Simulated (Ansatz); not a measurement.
## Ligand exchange: C2H3F + Al(CH3)I2 → C2H2FI + AlH(CH3)I

Gas-phase species: C2H3F `C=CF`, singlet; Al(CH3)I2, singlet; C2H2FI `C=C(F)I`, singlet; AlH(CH3)I, singlet. The partners trade H for I: C–H and Al–I bonds give way to C–I and Al–H.

Shapes, held fixed at every level: PBE0-D4/def2-TZVP. Programs: Ansatz 0.2.0. Electronic energies: no zero-point or thermal term.

```
                level                    kind  ΔE (kJ/mol)  less CCSD(T)/def2-TZVPP
          HF/def2-SVP            Hartree–Fock       +241.0                    +29.1
        HF/def2-TZVPP            Hartree–Fock       +233.5                    +21.6
 r2SCAN-D4/def2-TZVPP                meta-GGA       +211.5                     -0.4
r2SCAN0-D4/def2-TZVPP           global hybrid       +220.6                     +8.7
   wB97M-V/def2-TZVPP  range-separated hybrid       +212.0                     +0.1
    B2PLYP/def2-TZVPP           double hybrid       +211.7                     -0.2
         MP2/def2-SVP     perturbation theory       +222.5                    +10.6
   CCSD(T)/def2-TZVPP   coupled cluster or CI       +211.9                      0.0
```

The highest level, CCSD(T)/def2-TZVPP, gives ΔE = +211.9 kJ/mol; the levels span +211.5 to +241.0. The column of differences is taken from that level and isn't an error. No measured value is set beside it here. For atoms past krypton def2 sets carry core potentials with scalar relativity. Outer-core shells of I are correlated, in sets that cover them unevenly.

The exchange is strongly uphill at every level, so the electronic energy favours the reverse reaction, in which the aluminium hydride reduces the iodoalkene. A strong vinylic C–H bond is given up for a much weaker C–I bond, where the diffuse iodine 5p orbital overlaps poorly with carbon. Aluminium offers no compensation: its bond to iodine is strongly polar and probably gains a little from lone-pair donation into the empty Al 3p orbital, which hydride cannot provide. With two molecules on each side, entropy is unlikely to overturn so large a preference.

Hartree–Fock exaggerates the cost, +233.5 against +211.9 kJ/mol for CCSD(T) in the same basis, so correlation favours the products, probably through the polarisable iodine now held close to the fluorovinyl electrons. The excess in MP2 can't be assigned to its treatment of correlation alone, because its basis is also smaller. Nothing here tests the competing exchange of fluorine for iodine, which the strength of Al–F bonds would favour.
